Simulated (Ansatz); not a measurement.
## Ligand exchange: CClF3 + KSH → CHF3S + KCl

Species: CClF3 `FC(F)(F)Cl`, singlet; KSH `[SH][K]`, singlet; CHF3S (trifluoromethanethiol) `FC(F)(F)S`, singlet; KCl, singlet. The partners trade Cl for SH: C–Cl and K–SH bonds give way to C–SH and K–Cl.

Shapes, held fixed at every level: PBE0-D4/def2-TZVP. Programs: Ansatz 0.2.0. The zero-point and thermal change to 298 K, harmonic and unscaled (PBE0-D4/def2-TZVP), is +3.7 kJ/mol.

| level | kind | ΔH(298 K) (kJ/mol) | less CCSD(T)/def2-TZVPP |
| --- | --- | --- | --- |
| HF/def2-TZVPP | Hartree–Fock | -104.8 | -13.0 |
| PBE-D4/def2-TZVPP | GGA | -87.5 | +4.3 |
| r2SCAN0-D4/def2-TZVPP | global hybrid | -96.3 | -4.5 |
| CCSD(T)/def2-SVP | coupled cluster or CI | -89.9 | +1.9 |
| CCSD/def2-SVP | coupled cluster or CI | -91.6 | +0.2 |
| CCSD/def2-TZVPP | coupled cluster or CI | -94.1 | -2.3 |
| CCSD(T)/def2-TZVPP | coupled cluster or CI | -91.8 | 0.0 |

The highest level, CCSD(T)/def2-TZVPP, gives ΔH(298 K) = -91.8 kJ/mol; the levels span -104.8 to -87.5. The column of differences is taken from that level and isn't an error. No measured value is set beside it here. Outer-core shells of K are correlated in most correlated rows, in sets that cover them unevenly.

The exchange is clearly exothermic at every level, so its direction doesn't depend on the treatment of correlation. Chlorine has a considerably higher electron affinity than the SH radical, and it gains most from this where it can take nearly a full electron, beside potassium. On carbon, where both ligands are bound by polar covalent bonds, that advantage is much smaller, so the pairing of K with Cl and C with SH wins.

Hartree–Fock exaggerates the energy release, probably because it favours the more ionic product side. In the same basis, CCSD removes most of the excess and the triples a little more. The near-coincidence of CCSD/def2-SVP with the highest level, a difference of only +0.2 kJ/mol, is a cancellation: omitting the triples makes the reaction more exothermic, while the smaller basis makes it less so.

These values describe isolated molecules and say nothing about the barrier or about the reaction of solid KSH to solid KCl, where lattice energies also enter.
